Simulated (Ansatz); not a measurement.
# Volume expansion of zinc-blende BAs from 100 to 800 K in the quasi-harmonic approximation

A heat spreader bonded to a chip strains the joint whenever the two expand by different amounts, and BAs is of interest for that role because it conducts heat well. For the stress estimate we need its expansion coefficient over the whole working range, since a room-temperature value may not hold when the part is hot. This memo follows the calculated volume expansion coefficient of the zinc-blende crystal at 0 GPa as temperature rises. The coefficient is the relative change of volume per kelvin at each temperature; in this cubic crystal the linear coefficient is one third of it. The values come from quasi-harmonic free energies, computed with the PBE functional and a dispersion correction, and are compared with one another along the temperature line. Measured expansion is not compared here.

## Computational details

One crystal, BAs (zinc-blende), taken from a measured cell of the Crystallography Open Database (known phase), directly or through a relaxation at another level, and relaxed at 0 GPa. Ansatz 0.2.0 rows: plane waves, scalar-relativistic, no spin-orbit coupling, no spin, the program's default PAW potentials at 487 eV, k meshes with a least product of divisions and cell-vector length from 40 to 41 Å, phonons by linear response on a 4×4×4 q mesh. The tabled runs alone: cutoff 487 eV, k length 40 Å, k mesh 12×12×12. Warnings of the programs on runs behind the rows: phonon interpolation lacks quadrupole term (all rows); thermal expansion settings (all rows). The rows are a selection of points from finer curves.

Notes on method and selection:

- Quasi-harmonic free energy over the symmetry-keeping strains of the cell, electrons included where there is no gap; no phonon-phonon terms beyond the dependence on the cell.
- The expansion converges slowly with the q mesh and runs high in soft ionic crystals; temperatures at which the program's estimate of the fit error passes a tenth of the linear coefficient plus 0.15·10⁻⁶/K, or the cell lies outside the strains at which phonons were computed, are left out.
- Runs that did not converge, have known faults or may not be shown are not listed, and runs on Ansatz's PAW sets soft_1 and soft_2 are kept to separate tables.

Columns:

- Cv (J/(mol K)): heat capacity at constant volume per mole of atoms.
- bulk modulus (GPa): isothermal bulk modulus.
- volume expansion (10⁻⁶/K): volume expansion coefficient.
- Grüneisen parameter: thermodynamic Grüneisen parameter α·B·V/Cv.

## Data

```
member  temperature (K)  Cv (J/(mol K))  bulk modulus (GPa)  volume expansion (10⁻⁶/K)  Grüneisen parameter
100 K   100              6.46            136.9               2.91                       0.507
200 K   200              12.77           136.4               7.86                       0.689
300 K   300              17.15           135.6               12.27                      0.797
400 K   400              19.81           134.6               15.15                      0.847
500 K   500              21.39           133.5               16.97                      0.873
600 K   600              22.37           132.4               18.17                      0.888
700 K   700              23.00           131.3               19.03                      0.898
800 K   800              ?               130.1               ?                          ?
```

Cells marked ? are withheld until the estimate has been made.

## What drives the series

The coefficient rises at every step shown, but the steps shrink. Between 100 and 200 K it gains 7.86 − 2.91 = 4.95, and between 600 and 700 K only 19.03 − 18.17 = 0.86, both in 10⁻⁶/K. The value at 700 K is 19.03 / 12.27 = 1.55 times that at 300 K, so a stress estimate that keeps the 300 K coefficient up to 700 K puts the expansion of BAs too low.

The relation α = γ·Cv/(B·V) shows where the rise comes from, with α the volume expansion coefficient, γ the Grüneisen parameter, B the bulk modulus and V the molar volume. From 300 to 700 K the heat capacity grows by a factor 23.00 / 17.15 = 1.34, the Grüneisen parameter by 0.898 / 0.797 = 1.13, and the softening of the crystal adds 135.6 / 131.3 = 1.03. Most of the rise is therefore the filling of vibrational modes. It continues to high temperature because light boron and stiff bonds give optical modes of high frequency, which take up their full thermal energy late. As the heat capacity nears its classical limit, this contribution fades.

The rise of γ has a likely cause in the same filling. γ is an average over the modes, each weighted by its heat capacity. In tetrahedral crystals the low-lying transverse acoustic modes usually respond weakly to volume, or even stiffen on expansion, and they weigh most in the cold. Modes of higher frequency, which soften more clearly as the bonds lengthen, join later and pull the average up. The table gives only the average, not the modes.

The absolute values depend on the convergence of the q mesh, and phonon-phonon terms beyond the dependence on the cell are absent; the latter matter more as the crystal gets hotter.

## An estimate before looking

Plain estimates from the members shown:

- 800 K, mean of the 7 members shown: 13.19 10⁻⁶/K, standard deviation 5.5

The mean of the members shown is of no use at the hot end of a steadily rising series. We instead carry the 700 K value forward with α = γ·Cv/(B·V).

The classical limit of Cv is 3 × 8.314 = 24.94 J/(mol K), and the shortfall from it falls roughly as 1/T² at high temperature. At 700 K it is 24.94 − 23.00 = 1.94, so at 800 K it should be 1.94 × 49 / 64 = 1.49, giving Cv = 24.94 − 1.49 = 23.45. The last two steps of γ are 0.888 − 0.873 = 0.015 and 0.898 − 0.888 = 0.010; shrinking by the same ratio, the next is 0.010 × 0.010 / 0.015 = 0.007, giving γ = 0.898 + 0.007 = 0.905. The bulk modulus at 800 K is tabulated, and the volume grows over the step by 19.03 × 100 = 1903 parts per million, a factor of 1 + 1903 / 1000000 = 1.0019. Then

19.03 × (23.45 / 23.00) × (0.905 / 0.898) × (131.3 / 130.1) / 1.0019 = 19.70, in 10⁻⁶/K.

The same route, started one row lower, gives 19.03 for 700 K, where the table has 19.03. Started two rows lower, it takes Cv = 24.94 − (24.94 − 21.39) × 25 / 36 = 22.47, γ = 0.873 + (0.873 − 0.847) × (0.873 − 0.847) / (0.847 − 0.797) = 0.8865 and a volume growth of 16.97 × 100 = 1697 parts per million, a factor of 1 + 1697 / 1000000 = 1.0017, and gives 16.97 × (22.47 / 21.39) × (0.8865 / 0.873) × (133.5 / 132.4) / 1.0017 = 18.22 for 600 K, against 18.17. The larger of these misses, 0.05 ·10⁻⁶/K, is taken as the standard deviation.

**Committed estimate, 800 K: volume expansion = 19.70 ± 0.05 10⁻⁶/K.**

## Check

```
member  temperature (K)  Cv (J/(mol K))  bulk modulus (GPa)  volume expansion (10⁻⁶/K)  Grüneisen parameter
800 K   800              23.43           130.1               19.69                      0.906
```

```
member  estimate   volume expansion (10⁻⁶/K)  computed  estimate − computed  miss in error bars
800 K   committed  19.70                      19.69     +0.01                0.2
800 K   mean       13.19                      19.69     −6.50
```

The estimate of 19.70 lies 0.01 above the computed 19.69 (both in 10⁻⁶/K), well inside its error bar of 0.05. The mean of the other members falls 6.50 too low, as expected at the hot end of a rising series.

Both continued quantities came out close: Cv was put at 23.45 J/(mol K) against 23.43, and γ at 0.905 against 0.906. These small misses have opposite signs and nearly cancel in the product. The bulk modulus at 800 K was given, so its continuation was not tested.

The last step, 19.69 − 19.03 = 0.66 ·10⁻⁶/K, is smaller than the 0.86 before it, in line with a heat capacity nearing its classical limit. Its make-up has also changed. From 700 to 800 K, Cv adds 1.9 %, while γ and the softening of the crystal add 0.9 % each. Softening, a minor term over the range from 300 to 700 K, now counts as much as γ. The result supports the saturation of Cv, but it does not test our mode-by-mode account of why γ rises.

## Outliers

None of the eight temperatures stands out from the smooth rise. The 100 K value is farthest from the mean, but it belongs to the trend: Cv is only 6.46 J/(mol K) there, about a quarter of the classical limit, and γ is at its lowest in the table.

## Summary

From 300 to 800 K the expansion coefficient of BAs keeps rising, by ever smaller steps. Joining the rows by straight lines gives a volume strain of 100 × (12.27 / 2 + 15.15 + 16.97 + 18.17 + 19.03 + 19.69 / 2) = 8530 parts per million. A third of this, about 0.28 %, is the strain in length. A plate 10 mm long thus grows by about 28 µm. Holding the 300 K coefficient fixed would give 12.27 × 500 = 6135 parts per million in volume, too little by a factor of 8530 / 6135 = 1.39.

A temperature between rows can be interpolated, more safely at the hot end, where the curve bends less. As a harsh test, a straight line across a gap of 200 K falls too low by 12.27 − (7.86 + 15.15) / 2 = 0.765 at 300 K, by 16.97 − (15.15 + 18.17) / 2 = 0.31 at 500 K and by 19.03 − (18.17 + 19.69) / 2 = 0.10 at 700 K, all in 10⁻⁶/K.

These interpolation errors describe the calculated curve, not its distance from a measured one.

[Logs are printed without paths, hosts, clocks, repeated set-up lines and the standing remarks that a program may print on its own settings, such as how far it seeks lower states.]
